**Three electrons around a growing nucleus: the 1s and 2s levels of lithium-like ions**

All-electron Kohn-Sham calculations with Quantum ESPRESSO ld1.x 7.5 for the lithium atom and lithium-like ions in the configuration [He] 2s¹. All rows use the Dirac equation, the revPBE functional, spherical densities without spin polarisation, and a point nucleus. Eigenvalues are negative for bound levels.

| species | Z | charge (e) | eigenvalue (1s1/2) (eV) | eigenvalue (2s1/2) (eV) | mean radius (1s1/2) (bohr) | mean radius (2s1/2) (bohr) | ε(2s1/2) − ε(1s1/2) (eV) |
| --- | --- | --- | --- | --- | --- | --- | --- |
| Li | 3 | 0 | -51.955 | -2.8828 | 0.58016 | 3.9165 | 49.072 |
| F6+ | 9 | 6 | -858.28 | -171.00 | 0.17477 | 0.77805 | 687.281 |
| P12+ | 15 | 12 | -2650.7 | -586.02 | 0.10257 | 0.43553 | 2064.639 |
| Ar15+ | 18 | 15 | -3919.5 | -886.92 | 0.084908 | 0.35663 | 3032.599 |
| Cr21+ | 24 | 21 | -7212.1 | -1678.4 | 0.063010 | 0.26115 | 5533.727 |
| Zn27+ | 30 | 27 | -11529 | -2728.0 | 0.049930 | 0.20530 | 8800.578 |
| As30+ | 33 | 30 | -14079 | -3352.2 | 0.045174 | 0.18519 | 10726.821 |
| Mo39+ | 42 | 39 | -23350 | -5637.8 | 0.034947 | 0.14232 | 17712.075 |
| Cd45+ | 48 | 45 | -30934 | -7522.6 | 0.030221 | 0.12266 | 23411.428 |
| Xe51+ | 54 | 51 | -39704 | -9715.8 | 0.026511 | 0.10730 | 29987.896 |
| La54+ | 57 | 54 | -44554 | -10935 | 0.024934 | 0.10079 | 33619.279 |

Every row holds the configuration 1s² 2s¹ around a nucleus of charge Z, computed with the Dirac equation, the revPBE functional and no spin polarisation. The eigenvalue ε of a level is its Kohn-Sham orbital energy, the mean radius ⟨r⟩ is the average distance of that orbital from the nucleus, and "gap" below means ε(2s1/2) − ε(1s1/2). The steps in Z are uneven, so rows are compared after scaling. One hartree is 27.21 eV and α = 1/137.04.

### (a) The gap

Find the value of gap/Z² for electrons that neither repel each other nor move relativistically. Compare it with the table, explain the departures, and estimate the gap of Kr33+ (Z = 36), which the table leaves out.

**Solution.** Without repulsion and with α → 0 each level is hydrogenic, ε = −Z²/2n² hartree, and gap/Z² = 1/2 − 1/8 = 3/8 hartree = 10.20 eV for any Z. The table gives 5.45 eV for Li, 8.49 for F6+, 10.16 for Cd45+ and 10.35 for La54+. The ratio rises from each row to the next and passes through 10.20 eV between Cd45+ and Xe51+. Two corrections of opposite sign are at work.

The first is repulsion. If lengths are measured in units of 1/Z bohr, kinetic energy and nuclear attraction both scale as Z², while the repulsion 1/r₁₂ scales as Z. Perturbation theory in 1/Z then adds aZ + b + … to each level. The compact 1s orbital sits where the electron cloud is densest and is raised more than 2s, so repulsion closes the gap, by a share of gap/Z² that fades as 1/Z.

The second is relativity. For a bare point nucleus the Dirac levels are E(1s) = mc²(γ − 1) and E(2s) = mc²(√((1 + γ)/2) − 1), with γ = √(1 − (Zα)²). To lowest order they lie Z⁴α²/8 and 5Z⁴α²/128 hartree below the hydrogenic values, which opens the gap by 11Z⁴α²/128. With a₁ and a₂ the coefficients of 1s and 2s,

gap/Z² ≈ 3/8 + (11/128)(Zα)² − (a₁ − a₂)/Z hartree.

Subtracting the exact Dirac gap from the tabulated one splits each row without any fit. The repulsion part of gap/Z² shrinks in every row, from −4.75 eV at Li to −0.30 eV at La54+, and the relativistic part grows from practically nothing to +0.44 eV. Doubling Z from F6+ to Ar15+ takes the repulsion part from −1.73 to −0.885 eV, close to the halving that 1/Z requires. The Dirac term is built into the calculation, so this split accounts for the trend but is no test of relativity.

To get a, the difference ε − E was fitted to aZ + b + cZ(Zα)² by linear least squares over the ten ions, each weighted by 1/|ε|. Li was left out because a series in 1/Z converges worst for the neutral atom. The form of the last term comes from theory: relativistic contraction brings the electrons closer and raises their repulsion by a fraction of order (Zα)². The result, in hartree, is a₁ = 1.060, b₁ = −0.552, c₁ = 0.437 for 1s and a₂ = 0.468, b₂ = −0.365, c₂ = 0.216 for 2s. The constants b and c trade against a and absorb omitted terms, so their values are used only for arithmetic.

For Kr33+, (Zα)² = (36/137.04)² = 0.0690 and γ = 0.96488. With mc² = 511.0 keV the bare levels are −17948 and −4507 eV, a gap of 13441 eV. Repulsion removes 0.592 × 36 − 0.187 + 0.221 × 36 × 0.0690 = 21.31 − 0.19 + 0.55 = 21.67 hartree, or 590 eV. The estimate is about 12851 eV. No calculation of this ion is at hand to check it, but the model reproduces the tabulated gaps of the neighbours As30+ and Mo39+, both part of the fit, to within 1 eV.

Over the ions the worst error is 0.007 % of the eigenvalue for 1s and 0.010 % for 2s. These figures flatter the model, since most of each eigenvalue is the unfitted Dirac term. The misfit reaches 2.6 eV for 1s of La54+, where the table is rounded to ±0.5 eV, and it changes sign smoothly along the series, as omitted terms in 1/Z and (Zα)⁴ would make it do.

The two corrections cancel where Z³ = (128/11)(a₁ − a₂)/α². With a₁ − a₂ = 0.592 this gives Z ≈ 51, and the full model gives 50. The crossing moves only as the cube root of a₁ − a₂, the amount by which 1s is raised more than 2s. Whatever lifts 1s alone, such as the repulsion within the 1s pair, delays it. The repulsion between 1s and 2s acts the other way: the 2s electron meets two core electrons and a 1s electron only one 2s electron, so this term lowers a₁ − a₂ and brings the crossing earlier. A bare one-electron ion has no such difference and lies above 3/8 hartree at every Z.

### (b) Screening, radii and lithium

Can one screening constant σ, with Z replaced by Z − σ, describe a level? Do eigenvalues and radii call for the same σ? In what sense is Li irregular?

**Solution.** Expanding −(Z − σ)²/2n² gives −Z²/2n² + σZ/n² − σ²/2n². Screening is thus the model of part (a) with a = σ/n² and with b tied to a. In the Schrödinger formula it fails at the heavy end: the σ needed row by row for 1s falls from 1.06 at F6+ to −0.02 at Xe51+ and −0.23 at La54+, and electrons cannot add to the nuclear charge. A single σ, fitted to the ten ions by least squares in the relative error, underbinds La54+ by 4.2 % (1s) and 5.3 % (2s) of the eigenvalue. In the Dirac formula the σ of 1s stays between 1.04 and 1.06 in every row, Li included, and a single value misses no ion by more than 0.08 % for 1s and 0.43 % for 2s. The apparent loss of screening was relativity.

The radii show the same contest. For the bare nucleus Z⟨r⟩ = γ + 1/2 ≈ 1.5[1 − (Zα)²/3] for 1s and about 6[1 − 0.36(Zα)²] for 2s, while screening swells an orbital by the factor 1 + σ/Z. Every tabulated radius lies above its bare Dirac value, and Z⟨r⟩ falls in every step: from 1.74 to 1.42 bohr for 1s and from 11.7 to 5.75 bohr for 2s. Matching the Dirac radius at charge Z − σ to the table gives σ = 0.42 to 0.43 for 1s and, among the ions, 1.30 falling to 1.19 for 2s. Swelling equals contraction for 1s at Z³ = 3σ/α², Z ≈ 29, and for 2s at Z³ = σ/(0.36α²), Z ≈ 40 with σ ≈ 1.2. The table drops below 1.5 between Cr21+ and Zn27+ and below 6 between As30+ and Mo39+.

Size and binding therefore need different constants: about 0.43 against 1.05 for 1s, and 1.2 to 1.3 against 1.8 to 1.9 for 2s of the ions. A uniformly charged hollow sphere shows one reason. A charge inside it feels a constant potential q/R and no force, so its energy rises and its orbit is unchanged; a charge outside sees the sphere as a point at the centre, which alters both. The eigenvalue responds to the mean of the repulsive potential over the orbital, the radius only to its variation, and the two give one σ for a potential of the form σ/r but in general not for others. The 2s charge acts on 1s mostly as such an outer sphere, and so does the part of the 1s cloud that lies farther out than the electron at a given moment.

The analogy has limits that the same calculation shows. At Mo39+ the mean of 1/r over 2s is 10.77 per bohr, so a 2s charge lying wholly outside 1s would raise it by 10.77 × 27.21 = 293 eV. The Coulomb integral between the two orbitals is 243 eV, because the inner lobe of 2s overlaps the core. In hydrogenic terms that integral is 17/81 = 0.21 in σ, only a third of the difference 1.05 − 0.43. The rest has two sources. One is the other 1s electron, acting in the manner of the sphere. The other belongs to the method. The exchange-correlation potential is attractive (at Mo39+ the 1s shift left after the Hartree part is −467 eV), but the 1s level still ends well above its self-free value, and this shortfall acts much like a constant upward shift: it raises the σ of the eigenvalue and moves that of the radius far less. Part (c) sizes it. It makes up roughly another third of the difference, which is therefore exaggerated at this level of theory.

Li is the limit in which the core nearly cancels the nucleus. The ratio of the two eigenvalues is 18.0 there, 5.02 at F6+ and 4.07 at La54+, and the ratio of the radii runs from 6.75 to 4.04. Both close in on the ratios of the bare Dirac ion, which are near the non-relativistic 4 but not fixed at it: the bare levels of Mo39+ give 24592/6185 = 3.98, and the value keeps falling with Z because relativity deepens 2s by the larger fraction, 5(Zα)²/16 against (Zα)²/4.

No change of state lies behind the Li row, since configuration and settings are the same throughout. Its 2s eigenvalue of −2.88 eV is the small remainder of a bare level at −30.6 eV and 27.7 eV of repulsion. The model of part (a), extrapolated to Li, misses it by 0.54 eV, less than it misses La54+ in eV, yet 19 % of the eigenvalue. The single Dirac σ overbinds it by 43 %. For 1s, where the cancellation is mild, the errors are 1.9 % and 1.3 %.

One feature of Li is not mere cancellation. Two core electrons can screen at most two units of charge, which would leave the n = 2 level of hydrogen at −1/8 hartree = −3.40 eV, and penetration of the core can only deepen it. The measured ionisation energy, roughly 5.4 eV as a recalled value, obeys this bound. The eigenvalue does not: it corresponds to σ = 2.08, the only row above 2. By this argument the 2s electron feels part of its own charge.

### (c) The size of the repulsion

Bound a₁ and a₂ with hydrogenic integrals, and decide how far the eigenvalues can be read as binding energies.

**Solution.** In units of Z hartree the Coulomb integrals are J₁₁ = 5/8, J₁₂ = 17/81 and J₂₂ = 77/512, and the exchange integral is K₁₂ = 16/729. The Hartree potential of all three electrons, with each electron repelling itself in full, gives the upper limit: 2J₁₁ + J₁₂ = 1.460 for 1s and 2J₁₂ + J₂₂ = 0.570 for 2s. Removing self-repulsion and adding exchange as in Hartree-Fock theory gives the lower one: J₁₁ + J₁₂ − K₁₂/2 = 0.824 (averaged over spin) and 2J₁₂ − K₁₂ = 0.398. The integrals describe these densities well: the same three-term fit to the Hartree energies of the ten ions, weighted by their inverse, has slope 1.739, against 2J₁₁ + 2J₁₂ + J₂₂/2 = 1.745. The difference of 0.006 also suggests how far a fitted slope can be trusted.

The fitted 1.060 and 0.468 lie between the limits. The excess over the lower limit is 0.38 J₁₁ for 1s and 0.47 J₂₂ for 2s. Since it is proportional to Z while ε grows as Z², it grows in eV along the series and shrinks as a share of the level. The Slater integrals of Mo39+ give the same picture without a fit. Bare Dirac energies plus self-free repulsion put the levels at −23629 and −5725 eV; the tabulated ones lie 279 and 87 eV higher, and the tabulated gap is 192 eV, or 1.1 %, below that estimate.

For 2s the functional cannot be blamed alone. With spin polarisation off, the 2s electron is half spin-up and half spin-down. The Hartree term contains all of J₂₂, but exchange acts within one spin and, even if exact, removes only half. That leaves a₂ = 0.398 + J₂₂/2 = 0.473, near the fitted value, and at Mo39+ half of the 2s self-repulsion is 86 eV against the 87 eV found. The match proves less than it seems. The estimate ignores that the relaxed orbitals have a slightly higher one-electron energy than the bare ones, an effect of the order of eV. Moreover revPBE is not exact exchange, and a semilocal functional is known to leave such levels too shallow with spin polarisation as well. Spin polarisation with such a functional recovers only the smaller part of the excess, so the closeness to J₂₂/2 does not make the setting the main cause. The two effects do not simply add, and these rows do not separate them.

For 1s the split spin does not alter the spin-averaged level, so the 279 eV has another origin. Semilocal potentials cancel self-repulsion incompletely, and even the exact local Kohn-Sham potential places core levels above their Hartree-Fock values; how the excess divides between the two would be a guess. The setting also hides the exchange splitting of 1s in the true doublet, whose scale at Mo39+ is the 1s-2s exchange integral, 26 eV.

The crossing of part (a) inherits these limits. With the self-free difference 0.824 − 0.398 = 0.426 the lowest-order formula gives Z ≈ 45 in place of 51, so its position belongs to this level of theory, while its existence follows from the powers of Z. The Breit and QED terms, which are left out along with nuclear size, come to some tens of eV each and around a hundred eV together for 1s in the heaviest rows, as a rough size, and both raise the level. That is a fraction of the 1439 − 974 = 465 eV by which La54+ exceeds 3Z²/8 hartree, enough to delay the crossing but not to remove it. It far exceeds the misfits of part (a) and makes the last printed digits of those rows properties of the calculation only. The eigenvalues are not ionisation energies, and the gap is not the energy of an X-ray line.
